## Squeezing and stretching zinc-blende CdSe

In zinc-blende cadmium selenide each atom has four neighbours of the other kind. In the table the cell edge runs from 4 % shorter to 4 % longer than in the unstrained cell, the row at 28.872 Å³/atom. The volume is given per atom, and the shortest distance is the Cd–Se bond. A positive pressure is needed to hold a cell at a volume smaller than it prefers; a negative one means that the cell must be pulled.

Zinc-blende CdSe at nine volumes, computed with Ansatz 0.2.0 using the r2SCAN density functional with spin–orbit coupling, PAW potentials and plane waves up to 500 eV. All cells use an 8×8×8 k mesh and Fermi–Dirac smearing of 0.02 eV. Pressure and stress are positive in compression.

| volume (Å³/atom) | shortest distance (Å) | pressure (GPa) | stress xx (GPa) | stress yy (GPa) | stress zz (GPa) |
| --- | --- | --- | --- | --- | --- |
| 25.544 | 2.551 | 8.210 | 8.210 | 8.210 | 8.210 |
| 26.351 | 2.577 | 5.680 | 5.680 | 5.680 | 5.680 |
| 27.174 | 2.604 | 3.480 | 3.480 | 3.480 | 3.480 |
| 28.014 | 2.630 | 1.570 | 1.570 | 1.570 | 1.570 |
| 28.872 | 2.657 | -0.090 | -0.090 | -0.090 | -0.090 |
| 29.747 | 2.683 | -1.520 | -1.520 | -1.520 | -1.520 |
| 30.639 | 2.710 | -2.740 | -2.740 | -2.740 | -2.740 |
| 31.549 | 2.736 | -3.790 | -3.790 | -3.790 | -3.790 |
| 32.477 | 2.763 | -4.690 | -4.690 | -4.690 | -4.690 |

**1. Which cells are squeezed, and which are pulled?**

The four smallest cells are squeezed and the other five are pulled. Even the unstrained cell is under a slight tension of 0.09 GPa. Interpolation between the rows puts zero pressure at 28.83 Å³/atom, so this calculation prefers a crystal very slightly smaller than the one it was given.

**2. Do the three stress columns hold three results?**

They hold one. In a cubic crystal strained equally in all directions, x, y and z remain equivalent, so the three stresses must be equal. An engineer can therefore read the resistance to compression from this table, but not the resistance to shear, which needs a distorted cell.

**3. Is shortening the edge by 4 % as hard as lengthening it by 4 %?**

As a yardstick, take a crystal of constant stiffness in the simplest sense: its pressure follows a straight line in volume. Let the line pass through the unstrained cell, with its slope taken from the two neighbouring rows: (−1.52 − 1.57)/(29.747 − 28.014) = −1.783 GPa per Å³/atom. The end rows play no part in setting it.

The smallest cell lies 28.872 − 25.544 = 3.328 Å³/atom below the unstrained one. The line therefore predicts −0.09 + 1.783 × 3.328 = 5.84 GPa, whereas the calculation gives 8.21 GPa.

At the largest volume the line predicts a tension of 6.5 GPa, but the calculation gives only 4.7 GPa. So the answer is no: shortening the edge is harder. The crystal resists squeezing more, and stretching less, than the straight line says. A single stiffness is a fair guide for a 1 % change of edge, where the line misses by 0.13 GPa in about 1.5 GPa, but not for 4 %.

**4. Why does the crystal stiffen when squeezed?**

The bulk modulus measures stiffness: it is the rise in pressure divided by the fractional loss of volume. It falls at every step of expansion, from 81 GPa between the two smallest cells to 31 GPa between the two largest. The printed analysis below gives the values between.

A simple explanation rests on two forces of different reach. Bonding and the attraction between unlike charges pull the atoms together and change gently with distance. The repulsion between overlapping electron clouds changes steeply, and stiffness depends on how fast a force changes, so repulsion governs it. Squeezing strengthens this steep part, while stretching lets it fade. The table shows the softening that this picture leads one to expect, but it does not separate the two forces.

A diatomic molecule behaves in the same way: its bond resists shortening more than lengthening. The likeness covers the shape of the curve only, since a molecule has one bond and lacks the long-range electrostatics of a crystal.

**5. What would change if tellurium replaced selenium?**

Tellurium is the larger atom, so the bonds of CdTe are longer and its bonding electrons are spread over more space. CdTe is known to be the softer crystal. The same percentage change of edge should therefore need less pressure, and the curve should bend in the same direction. Sulfur, the smaller atom, shifts both size and stiffness the other way.

**6. Which digits can be trusted?**

The third decimal of the pressure is always zero and carries no information. The second is at least consistent within the calculation. Pressure is the rate at which energy rises as volume shrinks, so adding it up over the volume must return the energy spent. For the 4 % squeeze, the total energies give 0.1502 eV per CdSe pair and the pressures give 0.1503 eV. If every pressure were too high by 0.01 GPa, the second value would grow by about 0.0004 eV. The check therefore reaches the second decimal on average, though not row by row.

Agreement with a real crystal is a harder matter. Near the unstrained cell, a 1 % change of edge shifts the pressure by about 1.5 GPa, and a density functional can misplace the edge by about that 1 %. The local density approximation, which usually makes such crystals too small, would give lower pressures at these same volumes. Whether a larger plane-wave cutoff or a denser k mesh would move the second decimal was not tested here.

**7. Would a real crystal at 8 GPa look like the first row?**

Probably not. CdSe is known to change to the rock-salt structure at very roughly 3 GPa, and three rows lie above that pressure. Rock salt gives each atom six neighbours and packs the atoms more densely, which high pressure favours. The calculation kept the zinc-blende arrangement throughout, so those rows describe how that structure would respond if it survived. Finding the transition pressure would take the same curve, with energies, for rock salt.

The analysis program printed:

```
Strain and stiffness:
     row  edge change in %  volume change in %  bulk modulus from previous row to this in GPa  straight-line pressure in GPa  gap in eV
  25.544                -4              -11.53                                            n/a                          5.844       1.19
  26.351                -3              -8.732                                          81.34                          4.405      1.124
  27.174                -2              -5.881                                          71.53                          2.938      1.057
  28.014                -1              -2.972                                          62.74                           1.44     0.9896
  28.872                 0                   0                                          55.03                          -0.09     0.9223
  29.747                 1               3.031                                           47.9                          -1.65     0.8551
  30.639                 2                6.12                                          41.29                         -3.241     0.7883
  31.549                 3               9.272                                          35.88                         -4.863     0.7221
  32.477                 4               12.49                                          31.04                         -6.518     0.6565
Size of pressure at smallest volume over size at largest volume: 1.751
Volume at zero pressure by linear interpolation in Å³/atom: 28.83
Conventional cubic edge at zero pressure in Å: 6.132
Conventional cubic edge of the unstrained cell in Å: 6.136
Bulk modulus around the unstrained cell in GPa: 51.48
Largest over smallest bulk modulus between neighbours: 2.62
Mean gain of bulk modulus per GPa of pressure: 4.497
Straight line less computed pressure at smallest volume in GPa: -2.366
Straight line less computed pressure at largest volume in GPa: -1.828
Energy to squeeze by 4 % from total energies in eV per CdSe: 0.1502
Energy to squeeze by 4 % from pressures in eV per CdSe: 0.1503
Energy to stretch by 4 % from total energies in eV per CdSe: 0.1195
Energy to stretch by 4 % from pressures in eV per CdSe: 0.1195
Pressure change for 1 % of edge near the unstrained cell in GPa: 1.545
Largest rounding error of a bulk modulus between neighbours in GPa: 0.3449
Number of cells above a roughly recalled transition pressure of 3 GPa: 3
Fall of gap from smallest to largest volume in eV: 0.5335
Rise of gap per GPa near the unstrained cell in meV: 43.5
Gap change per unit of ln volume near the unstrained cell in eV: -2.239
```
